## Folded or flat: which conformer of this silylamine is more stable?

I have ten conformers of CH₃O–SiH₂–NH–SiF₂–OCH₃. The four torsions run along the chain: C–O–Si–N and O–Si–N–Si on the SiH₂ side, then Si–N–Si–F and F–Si–O–C on the SiF₂ side. At 0° the two end atoms are on the same side (syn), at 180° on opposite sides (anti).

Conformers of CH₃O–SiH₂–NH–SiF₂–OCH₃ without solvent, computed with PySCF 2.14.0 and tblite 0.8.0: B3LYP-D3(BJ)/def2-SVP energies at GFN2-xTB geometries. Free energies and weights at 298.15 K include GFN2-xTB quasi-harmonic terms, symmetry numbers and mirror images. One conformer of each mirror pair is shown, and its weight covers both.

```
number  torsions in degrees  point group  mirror pair  GFN2-xTB energy above its lowest (kcal/mol)  DFT energy above the lowest (kcal/mol)  free energy above the lowest (kcal/mol)  weight (%)  dipole (D)
     1       (56,39,-71,53)           C1          yes                                        1.200                                   0.000                                    0.000       40.50       2.450
     2     (180,180,124,56)           Cs           no                                        1.360                                   0.480                                    0.170       30.50       2.310
     3     (-178,73,-57,54)           C1          yes                                        2.540                                   1.310                                    0.490       17.80       1.520
     4       (59,27,-86,71)           C1          yes                                        0.600                                   0.830                                    1.210        5.20       2.500
     5      (52,42,-142,54)           C1          yes                                        2.540                                   1.510                                    1.440        3.60       1.370
     6     (180,-177,67,44)           C1          yes                                        1.270                                   2.700                                    1.920        1.60       2.260
     7      (65,179,63,-58)           C1          yes                                        2.330                                   3.080                                    2.700        0.40       2.740
     8  (-179,-176,-177,73)           C1          yes                                        0.350                                   3.180                                    3.090        0.20       3.870
     9      (179,174,44,64)           C1          yes                                        0.870                                   3.890                                    3.600        0.10       3.560
    10     (180,179,-56,56)           Cs           no                                        0.000                                   3.860                                    3.890        0.10       1.710
```

Rows 1 and 2 look nothing alike, one twisted and one with a flat backbone, yet their free energies almost coincide. GFN2-xTB, which also supplied the geometries, prefers row 10 to both, while in DFT row 10 has nearly the highest energy of the ten. Which conformer is really the more stable, why, and what would it take to overturn the order?

## Answer

There are two contests here, and they are not equally safe. Row 1 against row 2 is a tie: row 1 is slightly ahead, but by less than the method can resolve. Either of them against row 10 is a clear win in DFT, and the doubt there is whether to believe DFT or GFN2-xTB. The clear win is easier to interpret, so I take it first.

**What separates row 2 from row 10**

Both conformers have a mirror plane that contains Si, N, Si and the N–H bond. In both, the oxygen on the SiH₂ side is anti to the other silicon, which puts it beside N–H. In row 2 the fluorines sit at 124° on either side of the plane, so the second methoxy oxygen must be at 0°, facing the SiH₂ silicon across the nitrogen. In row 10 the fluorines sit at 56° and that oxygen is at 180°, beside N–H like the first one.

The two structures therefore differ essentially by half a turn about the N–SiF₂ bond. DFT puts row 2 lower by 3.38 kcal/mol. A possible reason is electrostatic. A silicon bonded to oxygen and nitrogen is strongly positive, and a methoxy oxygen is negative and a better electron donor than a fluorine bound to silicon. In row 2 such an oxygen faces a silicon; in row 10 two fluorines flank that silicon instead.

This cause is argued from general chemistry, since the energy has not been split into parts. The fluorines move along with the oxygen, and in row 2 they flank the N–H hydrogen, which may attract them. So the 3.38 kcal/mol is the price of the whole exchange and not the strength of one O···Si contact.

You might have looked for a hydrogen bond instead. Row 10 has both oxygens beside N–H, so if N–H···O attraction set the order, row 10 should win, and in DFT it loses clearly. The geometry explains why such a contact is weak. Hydrogen and oxygen sit on neighbouring atoms, and the N–H bond cannot point at the oxygen.

An anomeric effect, in which the nitrogen lone pair donates into the Si–F antibonds, does not separate the two either. The lone pair stands upright on the plane, and the fluorines are tilted 56° out of that plane in both conformers.

**Does the picture hold for the other rows?**

Take the two limits of a methoxy group on one silicon. Its oxygen can face the silicon across the nitrogen, or it can turn away towards N–H. Count a conformer as "leaning" if either oxygen is within about 45° of the first limit. Rows 1, 4 and 5 qualify through their second torsion, and row 2 through its other oxygen. In the remaining rows neither oxygen comes that close.

The simplest model gives every leaning conformer the same gain. A least-squares fit of the DFT energies of all ten rows puts the conformers without a leaning oxygen at 3.0 kcal/mol above the lowest, and the gain at 2.3 ± 0.6 kcal/mol. Leaning conformers should then lie near 3.0 − 2.3 = 0.7 kcal/mol. Row 2, which was part of the fit, lies at 0.48. The typical miss is 0.8 kcal/mol, so the model sorts conformers into low and high but does not rank them within a group.

I chose the grouping after seeing the energies, so the fit describes the pattern and does not prove its cause. It does only a little better than the obvious alternative, that folding about the SiH₂–N bond is what pays. That idea accommodates row 3, which the leaning model does not, but it puts row 2 among the high conformers and misses it by 2.4 kcal/mol.

Row 3 is the real exception. It has no leaning oxygen, yet it lies 1.7 kcal/mol below what the model gives. Its SiH₂-side oxygen stands at 73°, nearly upright on the plane of the nitrogen. There the nitrogen lone pair can donate into the Si–O antibond, the anomeric effect in its usual form. That may be what stabilises row 3, though it remains a guess. In rows 1, 4 and 5 the same oxygen is also turned partly out of the plane, so they may share some of this gain, and their low energies cannot be credited to leaning alone.

**Why rows 1 and 2 tie**

On this view "folded against flat" may be the wrong contrast. Row 1 turns the SiH₂-side oxygen towards the SiF₂ silicon, and row 2 turns the SiF₂-side oxygen towards the SiH₂ silicon. They make the same kind of contact from opposite ends of the molecule, and the model gives them the same energy. DFT separates them by 0.48 kcal/mol in favour of row 1, which is too fine for the model to explain.

The free energy narrows that lead, and the steps can be followed by hand. Row 1 is chiral and exists as two mirror images, which lowers its free energy by RT ln 2 = 0.41 kcal/mol at room temperature. Row 2 is its own mirror image and gets no such bonus. The two effects together would put row 2 at 0.48 + 0.41 = 0.89 kcal/mol above row 1.

The table has row 2 only 0.17 kcal/mol above. The other thermal terms must therefore favour row 2 by 0.89 − 0.17 = 0.72 kcal/mol. Such a term usually comes from softer low-frequency vibrations, which hold more entropy. It is larger than the energy difference that it offsets, and it comes from GFN2-xTB, not from DFT.

So the answer depends on what you count. As a shape, row 1 leads with 40.5% against 30.5%. But its share is divided equally between two mirror images, about 20% each, which makes row 2 the most populated single structure. Both statements are correct, and an experiment that cannot tell mirror images apart sees the first.

**How safe is the tie, and what would tip it?**

A lead of 0.17 kcal/mol is not a secure order. Numerical noise alone, judging by tests of the method on other systems, is some hundredths of a kcal/mol, and the error of the method itself is larger. An error of half a kcal/mol in a conformer energy is ordinary for a hybrid functional in a small basis set. If row 1 were raised by that much, the ratio of row 1 to row 2 would fall from 1.3 to 0.6, and row 2 would lead by either way of counting.

The thermal term is at least as weak a point. It is about four times the lead, so if it favoured row 2 by only a quarter more, row 2 would come out ahead. It also rests on GFN2-xTB frequencies, and the softest vibrations, which are the hardest to compute well, usually count most. Leftover imaginary modes are a known risk from tests on other systems, but there is no sign of them here: the search reports no saddle points, and the lowest modes recorded are positive. The doubt is therefore about the size of the thermal term, not about whether rows 1 and 2 are true minima in GFN2-xTB.

Temperature should matter too. In the cold limit only the energy and the zero-point motion count, and the DFT energy favours row 1. On warming, entropy gains weight. If the 0.72 kcal/mol is mostly entropy, it outgrows the mirror-image bonus and row 2 moves ahead.

A polar solvent is a less likely cause of reversal. The dipoles of rows 1 and 2 are nearly equal, and treating each molecule as a dipole in a cavity gives a shift of only about 0.1 kcal/mol, in favour of row 1. That estimate leaves out hydrogen bonds from N–H to the solvent, which could matter more.

**How safe is the win over row 10?**

Here the margin is wide, but the two methods contradict each other. GFN2-xTB puts row 10 below row 2 by 1.36 kcal/mol, so the methods differ by 3.38 + 1.36 = 4.74 kcal/mol on this one half-turn. Nor does GFN2-xTB see any general gain from a leaning oxygen: on its scale the leaning conformers lie on average 0.2 kcal/mol above the others.

I would side with DFT, because a hybrid functional with a dispersion correction is normally the better judge of conformer energies. Two weaknesses remain, however. In a small basis set, atoms in close contact borrow each other's basis functions, and this can make leaning conformers look too stable. The DFT energies were also taken at GFN2-xTB geometries, so no conformer has relaxed on the DFT surface. To reverse the order, these errors would together have to exceed 3 kcal/mol, which is more than I would expect in so small a molecule.

The list itself is a further limit. Only ten of fifteen distinct conformers were kept, and they cover nearly all of the population on the GFN2-xTB scale. That is little comfort when DFT disagrees with this scale so strongly. A conformer that was dropped could compete with rows 1 and 2.

The decisive check is to reoptimise all fifteen conformers with DFT in a larger basis set and to compute their frequencies at the same level. If row 10 stays well above row 2, the order of that pair is confirmed; a general preference for a leaning oxygen would also need the other conformers to keep their grouping. Rows 1 and 2 may change places even then, and I would report them as a mixture.

Related aminosilanes and alkoxysilanes serve as precursors for silicon-based dielectric films in electronic devices. For the present molecule, the result means only that its vapour should not be modelled with a single rigid shape; relatives would need their own calculations. It says nothing about how the molecule reacts at a surface.
